**Levels of theory for the ionisation energies of Ga⁶⁺ to Kr⁶⁺**

The table holds ΔSCF ionisation energies from non-relativistic and Dirac–Coulomb Hartree–Fock configuration averages at the radial basis limit, with first-order Breit, QED and recoil parts and NIST values. The program tests an additive ladder with nothing fitted to NIST: relaxation, relativistic shift, Breit plus QED, the Hund-term shift from Slater integrals, and first-order spin–orbit coupling. Relativity lowers the 3d values by 0.7 to 0.9 eV and raises the 4s values by 1.5 to 1.6 eV, the term shift is about −2.4 eV for Ga to As, and Breit plus QED stays below 0.07 eV. The corrected values for Se, Br and Kr remain 1.3 to 2.2 eV below NIST, which is attributed to missing correlation. For Ga, Ge and As the reference uncertainties of 1.4 to 2 eV allow no sharp test.

Calculated values. Ionisation energies (IE) of Ga⁶⁺ to Kr⁶⁺ by ΔSCF with B-spline radial code 1 at the basis-set limit: non-relativistic Hartree–Fock with a point nucleus and Dirac–Coulomb Hartree–Fock with a Fermi nucleus, both averaged over the configuration. The IE columns exclude the Breit, QED and non-relativistic recoil parts. NIST values run between ground levels.

## Script

```python
# Table: IE of the +6 ions Ga..Kr, B-spline radial code, non-rel. HF and Dirac-Coulomb HF,
# configuration averages, Delta-SCF, with Breit/QED parts and NIST values. Tested: an additive
# ladder (relaxation, relativity, Breit+QED, Hund term, spin-orbit) and what remains vs NIST.
T = {
    'ion': ['Ga6+', 'Ge6+', 'As6+', 'Se6+', 'Br6+', 'Kr6+'],
    'Z': [31, 32, 33, 34, 35, 36],
    'N': [25, 26, 27, 28, 29, 30],
    'configuration': ['[Ar] 3d7', '[Ar] 3d8', '[Ar] 3d9', '[Ar] 3d10', '[Ar] 3d10 4s1', '[Ar] 3d10 4s2'],
    'ion_cfg': ['[Ar] 3d6', '[Ar] 3d7', '[Ar] 3d8', '[Ar] 3d9', '[Ar] 3d10', '[Ar] 3d10 4s1'],
    'ie_nr': [142.874, 146.781, 150.653, 154.491, 100.279, 105.38],  # eV
    'ie_dirac': [142.131, 145.978, 149.787, 153.559, 101.777, 107.016],  # eV
    'rel': [-0.7432, -0.8032, -0.8663, -0.9326, 1.498, 1.636],  # eV
    'breit': [-0.00155, -0.00472, -0.00822, -0.0121, -0.0307, -0.0337],  # eV
    'qed': [0.00723, 0.00761, 0.00801, 0.00843, -0.0273, -0.0291],  # eV
    'recoil': [0.0, 0.0, 0.0, 0.0, 0.0, 0.0],  # eV
    'tab': [140.8, 144.9, 147.0, 155.327, 103.03, 109.13],  # eV
    'tab_kind': ['theory', 'theory', 'theory', 'measured', 'semi-empirical', 'theory'],
    'unc': [1.4, 1.5, 2.0, 0.012, 0.19, 0.05],  # eV
}
import numpy as np
from itertools import combinations
from scipy.constants import alpha, physical_constants as pc
from sympy.physics.wigner import wigner_3j as w3
Ha = pc['Hartree energy in eV'][0]; Ry = Ha/2
g = lambda k: np.array(T[k], float)
ion = T['ion']; Z, nr, dc, rel, br, qed, tab, unc = map(g, 'Z ie_nr ie_dirac rel breit qed tab unc'.split())
row = lambda s, v, f='%7.2f': print('%-27s' % s + ' '.join(f % x for x in v))
def ck(k, m, n): return float(5*(-1)**abs(m)*w3(2, k, 2, 0, 0, 0)*w3(2, k, 2, -m, m-n, n))
def hund(n):  # coefficients of F2, F4 (Hund term less average) and L, for d^n with n>=5
    o = [(m, 1) for m in (2, 1, 0, -1, -2)] + [(m, -1) for m in (2, 1, 0, -1, -2)[:n-5]]
    c = [sum(ck(k, a, a)*ck(k, b, b) - (s == t)*ck(k, a, b)**2 + 2/63
             for (a, s), (b, t) in combinations(o, 2)) for k in (2, 4)]
    return np.array(c), sum(m for m, s in o)
# typed from further outputs of the same runs
FGe, FSe, F2Br = np.array([18.34771, 11.57162]), np.array([19.50711, 12.2833]), 20.90781  # 3d F2,F4, eV
zGe, zSe = 0.4*Ha*(5.502567-5.476544), 0.4*Ha*(5.809382-5.773397)  # zeta from 3d splitting
kn = np.array([145.9126, 150.1206, 154.2936, 158.434, 100.3807, 105.582])    # -eps non-rel, eV
kd = np.array([144.9201, 149.0244, 153.0845, 157.1021, 101.8893, 107.2298])  # -eps Dirac (3d5/2, 4s)
r2d = np.array([8.138284, 8.115435, 8.081667, 8.039115, 9.575295, 10.83079])
r2n = np.array([8.182265, 8.158555, 8.124011, 8.080757, 9.686258, 11.00413])
rec = Ha*np.array([0.01311862-0.01314243, 0.01315539-0.01317866])  # Br, Kr recoil totals
e7Br, e7Kr, zBr = -1.505358, -1.174981, 3496.694/(pc['electron volt-inverse meter relationship'][0]/100)
nd0, nd1 = [7, 8, 9, 10, 10, 10], [6, 7, 8, 9, 10, 10]
F = np.array([FGe + (FSe-FGe)*(z-32)/2 for z in Z]); zeta = zGe*(zSe/zGe)**((Z-32)/2)
f = F2Br/F[4, 0]  # rough growth of F2 on removing one d electron
E0 = np.array([hund(n)[0] @ x for n, x in zip(nd0, F)]); E1 = np.array([hund(n)[0] @ x for n, x in zip(nd1, F)])
term, term2 = E1-E0, f*E1-E0
so = np.array([-z*(hund(b)[1]-hund(a)[1])/2 for a, b, z in zip(nd0, nd1, zeta)])
res = dc+br+qed+term+so-tab
print('all in eV unless marked; IE rounding 0.0005, NIST As rounded to 0.5')
print(' '*27 + ' '.join('%7s' % s for s in ion)); print('NIST kinds:', ', '.join(T['tab_kind']))
for n in (6, 7, 8, 9): print('d%d Hund-average x441: F2 %.0f F4 %.0f, L=%d' % (n, *(441*hund(n)[0]+1e-9), hund(n)[1]))
row('F2 used (3d rows)', F[:4, 0]); row('F4 used (3d rows)', F[:4, 1]); row('zeta 3d used', zeta[:4], '%7.3f')
row('relaxation, non-rel', kn-nr); row('-eps(Dirac top) - IE Dirac', kd-dc)
row('relativistic step', rel); row('rel / IE non-rel, %', 100*rel/nr)
row('Breit+QED', br+qed, '%7.4f'); row('QED / rel, %', 100*qed/rel)
row('term shift', term); row('term, ion F x %.3f' % f, term2); row('spin-orbit shift', so)
row('sum r2 Dirac vs nr, %', 100*(r2d/r2n-1))
print('errors against NIST:'); row('NIST uncertainty', unc, '%7.3f')
row('-eps non-rel', kn-tab); row('-eps Dirac top', kd-tab); row('non-rel dSCF', nr-tab); row('Dirac dSCF', dc-tab)
row('non-rel dSCF, %', 100*(nr/tab-1)); row('Dirac dSCF, %', 100*(dc/tab-1))
row('Dirac+Breit+QED', dc+br+qed-tab); row('+term+SO = remainder', res)
row('remainder, larger ion F', res+term2-term); row('remainder / uncertainty', res/unc, '%7.1f')
for s, v in (('non-rel', nr), ('Dirac', dc), ('ladder', res+tab), ('NIST', tab)): row('steps to next Z, '+s, np.diff(v))
p = np.polyfit(np.log(Z[:4]), np.log(-rel[:4]), 1); p4 = np.log(rel[5]/rel[4])/np.log(Z[5]/Z[4])
print('|rel| ~ Z^p: 3d p=%.2f (max misfit %.4f eV); 4s two-point p=%.2f' %
      (p[0], abs(np.exp(np.polyval(p, np.log(Z[:4])))+rel[:4]).max(), p4))
nu = 7*np.sqrt(Ry/nr); sc = nr*(Z*alpha)**2/nu
row('nu', nu); print('4s: IE(Za)^2/nu = %.2f, %.2f; rel/that = %.2f, %.2f' % (*sc[4:], *(rel/sc)[4:]))
print('recoil from totals Br, Kr: %.4f %.4f (table prints %g)' % (*rec, abs(g('recoil')).max()))
print('+7 runs: Br 3d10 %.2f, with -zeta(%.2f) %.2f; Kr 4s1 %.2f' % (e7Br, zBr, e7Br-zBr, e7Kr))
print('4s2 less 4s1 remainder: Kr6-Br6 %.2f, Kr6-Kr7 %.2f' % (res[5]-res[4], res[5]-e7Kr))
i = int(np.argmax(abs(res))); print('worst remainder:', ion[i], '%.2f' % res[i])
print('radial functions to 3d: non-rel 6, Dirac %d' % (2*(3*1+2*2+1*2)))
assert abs(hund(10)[0]).max() < 1e-9 and abs(hund(9)[0]).max() < 1e-9 and abs(441*hund(8)[0][0]+58) < 1e-6
assert (rel[:4] < 0).all() and (rel[4:] > 0).all() and (qed*rel < 0).all()
assert abs(br+qed).max() < 0.1 and (abs(term[:3]) > abs(rel[:3])).all()
assert (res[3:] < -3*unc[3:]).all()
```

Output:

```
all in eV unless marked; IE rounding 0.0005, NIST As rounded to 0.5
                              Ga6+    Ge6+    As6+    Se6+    Br6+    Kr6+
NIST kinds: theory, theory, theory, measured, semi-empirical, theory
d6 Hund-average x441: F2 -105 F4 -105, L=2
d7 Hund-average x441: F2 -93 F4 -30, L=3
d8 Hund-average x441: F2 -58 F4 5, L=3
d9 Hund-average x441: F2 0 F4 0, L=2
F2 used (3d rows)            17.77   18.35   18.93   19.51
F4 used (3d rows)            11.22   11.57   11.93   12.28
zeta 3d used                 0.241   0.283   0.333   0.392
relaxation, non-rel           3.04    3.34    3.64    3.94    0.10    0.20
-eps(Dirac top) - IE Dirac    2.79    3.05    3.30    3.54    0.11    0.21
relativistic step            -0.74   -0.80   -0.87   -0.93    1.50    1.64
rel / IE non-rel, %          -0.52   -0.55   -0.58   -0.60    1.49    1.55
Breit+QED                   0.0057  0.0029 -0.0002 -0.0037 -0.0580 -0.0628
QED / rel, %                 -0.97   -0.95   -0.92   -0.90   -1.82   -1.78
term shift                   -2.39   -2.37   -2.35    0.00    0.00    0.00
term, ion F x 1.041          -2.67   -2.56   -2.45    0.00   -0.00   -0.00
spin-orbit shift              0.12   -0.00   -0.17   -0.39   -0.00   -0.00
sum r2 Dirac vs nr, %        -0.54   -0.53   -0.52   -0.52   -1.15   -1.58
errors against NIST:
NIST uncertainty             1.400   1.500   2.000   0.012   0.190   0.050
-eps non-rel                  5.11    5.22    7.29    3.11   -2.65   -3.55
-eps Dirac top                4.12    4.12    6.08    1.78   -1.14   -1.90
non-rel dSCF                  2.07    1.88    3.65   -0.84   -2.75   -3.75
Dirac dSCF                    1.33    1.08    2.79   -1.77   -1.25   -2.11
non-rel dSCF, %               1.47    1.30    2.49   -0.54   -2.67   -3.44
Dirac dSCF, %                 0.95    0.74    1.90   -1.14   -1.22   -1.94
Dirac+Breit+QED               1.34    1.08    2.79   -1.77   -1.31   -2.18
+term+SO = remainder         -0.93   -1.29    0.27   -2.16   -1.31   -2.18
remainder, larger ion F      -1.22   -1.48    0.17   -2.16   -1.31   -2.18
remainder / uncertainty       -0.7    -0.9     0.1  -180.3    -6.9   -43.5
steps to next Z, non-rel      3.91    3.87    3.84  -54.21    5.10
steps to next Z, Dirac        3.85    3.81    3.77  -51.78    5.24
steps to next Z, ladder       3.74    3.66    5.90  -51.44    5.23
steps to next Z, NIST         4.10    2.10    8.33  -52.30    6.10
|rel| ~ Z^p: 3d p=2.46 (max misfit 0.0002 eV); 4s two-point p=3.13
nu                            2.16    2.13    2.10    2.08    2.58    2.52
4s: IE(Za)^2/nu = 2.54, 2.89; rel/that = 0.59, 0.57
recoil from totals Br, Kr: -0.0006 -0.0006 (table prints 0)
+7 runs: Br 3d10 -1.51, with -zeta(0.43) -1.94; Kr 4s1 -1.17
4s2 less 4s1 remainder: Kr6-Br6 -0.87, Kr6-Kr7 -1.00
worst remainder: Kr6+ -2.18
radial functions to 3d: non-rel 6, Dirac 18
```
